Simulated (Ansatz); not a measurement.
# Ionic part of the dielectric constant of AlGa3N4 at 6 GPa, mode by mode

These are results of DFT LDA, scalar-relativistic, plane waves, PAW in Ansatz, not measurements. Settings: 420 eV plane-wave cutoff, Γ-centred 6×6×6 mesh, fixed occupations. No spin polarisation. Phonons by linear response, acoustic sum rule imposed.

Symmetry: P-43m, No. 215, cubic system. Conventional cell: a = 4.386 Å, b = 4.386 Å, c = 4.386 Å, α = 90.00°, β = 90.00°, γ = 90.00°. Around Al (site symmetry -43m) lie 4 N at 1.86 Å. Ga (site symmetry -42m) has 4 N at 1.91 Å as nearest neighbours. N (site symmetry 3m) is surrounded by 1 Al at 1.86 Å and 3 Ga at 1.91 Å.

Other phases may be more stable at this pressure. The run warned that the force constants aren't converged on this k mesh, so the frequencies and all that is formed from them are rough.

The primitive cell has V = 84.39 Å³ and ε∞,zz = 5.283. Each polar mode adds Δε = (4.92064×10⁷/V)·S/ν² along z, with S its oscillator strength in e²/amu, ν in cm⁻¹ and V in Å³.

Question: From these modes, find each Δε and ε0,zz.
```json
{"ν (cm⁻¹)": "239.3", "S_zz (e²/amu)": "0.00402"}
{"ν (cm⁻¹)": "428.6", "S_zz (e²/amu)": "0.06449"}
{"ν (cm⁻¹)": "598.1", "S_zz (e²/amu)": "1.901"}
{"ν (cm⁻¹)": "696.7", "S_zz (e²/amu)": "0.4741"}
```

Answer:
| ν (cm⁻¹) | Δε |
| --- | --- |
| 239.3 | 0.04 |
| 428.6 | 0.20 |
| 598.1 | 3.10 |
| 696.7 | 0.57 |

The sum is 3.913, so ε0,zz = 9.20; the run's tensor has 9.20.

Question: Where do the longitudinal modes lie for a wave vector along z?

Answer: At 240, 432, 669, 814 cm⁻¹. The Lyddane–Sachs–Teller product Π(ν_LO/ν_TO)² = 1.74 matches ε0/ε∞ = 1.74.

Whether AlGa3N4 exists in this form wasn't checked.

Cost: 1 run of about 5.4 core-minutes, on Arm Neoverse V2 (shared hosts).

The ionic response comes mostly from the mode at 598.1 cm⁻¹, which supplies about four fifths of it and has by far the largest oscillator strength; the inverse-square frequency weighting widens its lead over the mode at 696.7 cm⁻¹. It probably descends from the zincblende optical mode, in which the cations move against nitrogen and the bond dipoles add up. The upper mode probably has more Al–N stretching character, as Al is much lighter than Ga. The two lower modes resemble folded zone-boundary vibrations, made weakly polar by cation order, whose local dipoles largely cancel.

The longitudinal frequencies shouldn't be paired one to one with the transverse ones. The macroscopic field mixes modes of the same symmetry, so the highest longitudinal mode, at 814 cm⁻¹, can take up much of the polar character of the strong transverse mode at 598.1 cm⁻¹. The Lyddane–Sachs–Teller agreement shows that the frequencies and strengths are mutually consistent, but it is no independent test of their accuracy.
